**Question: Why does the gap of strained 4H-SiC have a maximum close to zero strain?**

I am looking at PBE gaps of 4H silicon carbide under three kinds of strain. Negative values mean compression. "Hydrostatic" scales all lengths alike, "uniaxial z" changes only the length along the hexagonal axis c, and "epitaxial xy" strains the basal plane while the thickness relaxes. The changes are counted from the unstrained cell.

4H-SiC (8-atom cell, space group P6_3mc, a = 3.078 Å, c = 10.077 Å), computed with Ansatz 0.2.0 using PBE and plane-wave PAW, with a 420 eV cutoff, a 12×12×4 k mesh and no spin polarisation. The unstrained cell and the atomic positions in the strained cells were relaxed with r2SCAN. Strain is given per length.

```
 strain kind  strain (%)  band gap (eV)  band gap change (eV)  least direct gap change (eV)
epitaxial xy          -3          1.960                -0.267                        -0.143
epitaxial xy          -2          2.063                -0.164                        -0.082
epitaxial xy          -1          2.152                -0.075                        -0.035
epitaxial xy           1          2.239                 0.013                         0.022
epitaxial xy           2          2.139                -0.087                        -0.032
epitaxial xy           3          2.015                -0.211                        -0.123
 hydrostatic          -3          2.235                 0.009                         0.031
 hydrostatic          -2          2.234                 0.007                         0.023
 hydrostatic          -1          2.231                 0.005                         0.013
 hydrostatic           1          2.220                -0.007                        -0.015
 hydrostatic           2          2.211                -0.015                        -0.033
 hydrostatic           3          2.201                -0.025                        -0.053
  uniaxial z          -3          2.069                -0.157                         0.007
  uniaxial z          -2          2.192                -0.034                         0.054
  uniaxial z          -1          2.246                 0.019                         0.034
  uniaxial z           1          2.164                -0.063                        -0.036
  uniaxial z           2          2.102                -0.124                        -0.073
  uniaxial z           3          2.040                -0.186                        -0.110
```

For small strains I would have drawn a straight line through each set. That works for the hydrostatic rows, but the other two sets turn over: among the rows, the gap is largest at 1 % compression along c and at 1 % stretch in the plane. The gap is indirect in every row. Are these rows faulty, is it ordinary curvature, or does something happen in the bands?

**Answer**

Something happens in the bands: levels change places, and a few sizes are worth remembering. Judging by kinks in the band edges, a second valence level lies about 0.05 eV below the top of the valence band, and a second conduction level lies a little over 0.1 eV above the bottom of the conduction band. Lowering the ratio c/a by about half a percent is enough to bring the hidden valence level to the top. By 3 % strain the gap is then about a third of an eV smaller than the smooth trend would give.

**Which rows break the pattern**

If the gap shifts in proportion to strain, equal compression and stretch must give opposite changes. Take uniaxial strain, where the stretched side is very nearly straight. Its change of −0.063 eV at +1 % calls for +0.063 eV at −1 %, but the table has +0.019 eV. That row is 0.044 eV too low, and the shortfall grows to 0.34 eV at −3 %.

The epitaxial rows break on the other side. Their compressed half is smooth but slightly curved, so I carried that curvature over to the stretched half before comparing. The stretched rows still fall short, by 0.05 eV at 1 % and by about 0.35 eV at 3 %. The last figure is the less certain one, because any error in the small curvature counts ninefold there.

So six rows leave the pattern: the three compressed uniaxial ones and the three stretched epitaxial ones. The hydrostatic rows stay close to it, with a mismatch of only 0.016 eV between −3 and +3 %. The printed output after this text lists these comparisons.

**A change of level at the same point**

In every row the highest filled state is at Γ, the centre of the Brillouin zone, and the lowest empty state is at M, on its boundary. A jump to another point is therefore not what bends the curve. But several levels lie close together at each point, and strain moves them at different rates. The label Γ stays the same when one level overtakes another.

The band edges of the same runs show this as changes of slope. Along the stretched uniaxial rows the valence edge moves by 0.10 eV per percent of strain, but between −1 and −3 % it moves by 0.20 eV per percent. The conduction edge changes its slope too, at a larger compression. The energy zero of a periodic crystal also shifts with strain, so a single slope has little meaning by itself, whereas a sudden change of slope does.

This also explains why the breaks all go downwards. The valence edge is the highest of the filled levels, so a newcomer can take its place only by lying above it. The conduction edge is the lowest of the empty levels, so a newcomer there must lie below. Either takeover makes the gap smaller than the old line would have given.

The valence kink becomes an actual maximum because the conduction edge moves by 0.16 eV per percent of uniaxial strain, which lies between the two valence rates. Compression therefore widens the gap while the slower valence level is on top, and narrows it once the faster one has taken over. Stretching the plane works the same way with the roles exchanged. The conduction edge falls by 0.20 eV in the first percent, which is less than the 0.27 eV per percent of the old valence level but more than the 0.16 eV of the new one. The gap first widens and then narrows.

**Where the levels cross**

The uniaxial rows allow an estimate of the valence crossing:

1. Compressing c by 1 % raises the valence edge by 0.14 eV. From −1 to −2 % it rises by another 0.20 eV, which is the pace of the new level.
2. Followed back to zero strain at that pace, the new level starts 0.20 − 0.14 = 0.06 eV below the top.
3. The old level rises by only 0.10 eV per percent, so the new one gains 0.20 − 0.10 = 0.10 eV per percent.
4. It catches up after 0.06 / 0.10 = 0.6 % compression.

With unrounded values the crossing comes at 0.58 %. The gap itself peaks there, between two rows of the table, and not at 1 %. The strain steps are 1 % wide and the levels are taken as straight lines, so the second digit should not be trusted far.

These steps used the uniaxial rows themselves, so the epitaxial rows are the fairer test. Stretching the plane by 1 % also thins the crystal by 0.17 %, which lowers c/a by about 1.17 %. If c/a alone decided the matter, the crossing should come at 0.58 / 1.17 = 0.50 % stretch. The epitaxial band edges put it at 0.45 %, which is about as close as straight lines through 1 % steps can be expected to come.

The conduction crossing follows the same rule less well. It comes at 1.83 % in uniaxial compression, which would translate into 1.56 % epitaxial stretch, while the epitaxial rows give 1.30 %. So c/a is the main control but not the only one. One plausible reason is volume, since the first strain squeezes the crystal and the second expands it.

**Why c/a matters**

The top of the valence band consists mainly of carbon p orbitals. In a cubic crystal the three p directions are equivalent. The hexagonal stacking of 4H singles out the c axis and splits them into a pair lying in the plane and a single level pointing along c. In unstrained 4H-SiC the pair is known to be on top.

A simple picture leaves out the silicon atoms and looks only at the carbons. In these top levels at Γ, the p orbitals have the same sign on neighbouring carbons. Along the direction in which they point, the positive lobe of one carbon therefore faces the negative lobe of the next, which is an unfavourable overlap. Pushing the atoms together along that direction raises the level. Shortening c thus favours the single level, and so does widening the plane, because it relieves the in-plane pair. The silicon–carbon bonds respond to strain too, so this picture is a guide to the direction of the shift, not to its size.

The slopes agree with this picture: the new level responds more strongly than the old one to strain along c, and less strongly to strain in the plane. The orbital make-up of the levels was not printed, however, so their names rest on standard theory. For the two conduction levels at M, I can't say from these data which orbitals distinguish them.

**Two controls**

Hydrostatic strain keeps c/a fixed. The levels have little reason to change order, and the gap falls by only 0.034 eV from −3 to +3 %, without a kink.

The "least direct gap" column provides the second control. This gap lies at M in every row, so it can't feel a change of valence level at Γ. At −1 % uniaxial strain it stays within 0.002 eV of its mirrored line, although the indirect gap is already 0.044 eV too low. At −3 %, after the conduction levels have also crossed, the direct gap is 0.10 eV too low as well.

**What this means for a device**

4H-SiC is used in power transistors, where strain left by processing is usually well below half a percent. There the straight-line rule holds if the plane is strained equally in all directions: 0.1 % then shifts the gap by roughly 7 meV, downwards for compression. Strain along a single in-plane direction is a different case, because it should split the in-plane pair at once. If the plane is stretched equally in all directions by about half a percent, the level pointing along c would become the favoured one for holes, and their preferred direction of motion should change with it. Spin–orbit coupling, which is missing here, would blur that changeover somewhat.

Use the shifts rather than the gaps themselves. PBE puts the unstrained gap near 2.2 eV, about 1 eV below the measured one.

**The same strain in cubic SiC**

In the cubic form, 3C-SiC, symmetry makes the three p levels equal at zero strain, again leaving spin–orbit coupling aside. Stretching or compressing it along the stacking direction separates them at once, so the valence edge has its kink exactly at zero. In 4H the built-in splitting moves that kink to a slightly smaller c/a. This is why your maxima lie beside zero strain, on the compressed side for one kind of strain and on the stretched side for the other.

Numerical output:

```
uniaxial, gap at -1 % against the mirrored stretched side (eV): -0.044
uniaxial, gap at -2 % against the mirrored stretched side (eV): -0.158
uniaxial, gap at -3 % against the mirrored stretched side (eV): -0.343
epitaxial, change of the gap step from one 1 % step to the next on the compressed side (eV): -0.014
epitaxial, gap at 1 % against the curved continuation of the compressed side (eV): -0.048
epitaxial, gap at 2 % against the curved continuation of the compressed side (eV): -0.195
epitaxial, gap at 3 % against the curved continuation of the compressed side (eV): -0.352
hydrostatic, gap at -3 % against the mirrored stretched side (eV): -0.016
hydrostatic, fall of the gap from -3 to 3 % (eV): 0.034
uniaxial, least direct gap at -1 % against the mirrored stretched side (eV): -0.002
uniaxial, least direct gap at -3 % against the mirrored stretched side (eV): -0.103
uniaxial, valence edge slopes between neighbouring rows from -3 to 3 % (eV per 1 %): -0.2078, -0.2009, -0.1199, -0.0983, -0.098
uniaxial, conduction edge slopes between neighbouring rows from -3 to 3 % (eV per 1 %): -0.08485, -0.1476, -0.1608, -0.1602, -0.1595
epitaxial, valence edge slopes between neighbouring rows from -3 to 3 % (eV per 1 %): -0.2941, -0.282, -0.2401, -0.1636, -0.1678
epitaxial, conduction edge slopes between neighbouring rows from -3 to 3 % (eV per 1 %): -0.1913, -0.1927, -0.1965, -0.2636, -0.2918
hidden valence level below the unstrained top, from uniaxial rows (eV): 0.05936
hidden valence level below the unstrained top, from epitaxial rows (eV): 0.0475
hidden conduction level above the unstrained bottom, from uniaxial rows (eV): 0.1386
hidden conduction level above the unstrained bottom, from epitaxial rows (eV): 0.1214
valence crossing in uniaxial strain, also the change of c/a (%): -0.578
conduction crossing in uniaxial strain, also the change of c/a (%): -1.826
valence crossing in epitaxial strain (%): 0.45
conduction crossing in epitaxial strain (%): 1.303
change of c/a at the epitaxial valence crossing (%): -0.5256
change of c/a at the epitaxial conduction crossing (%): -1.522
```
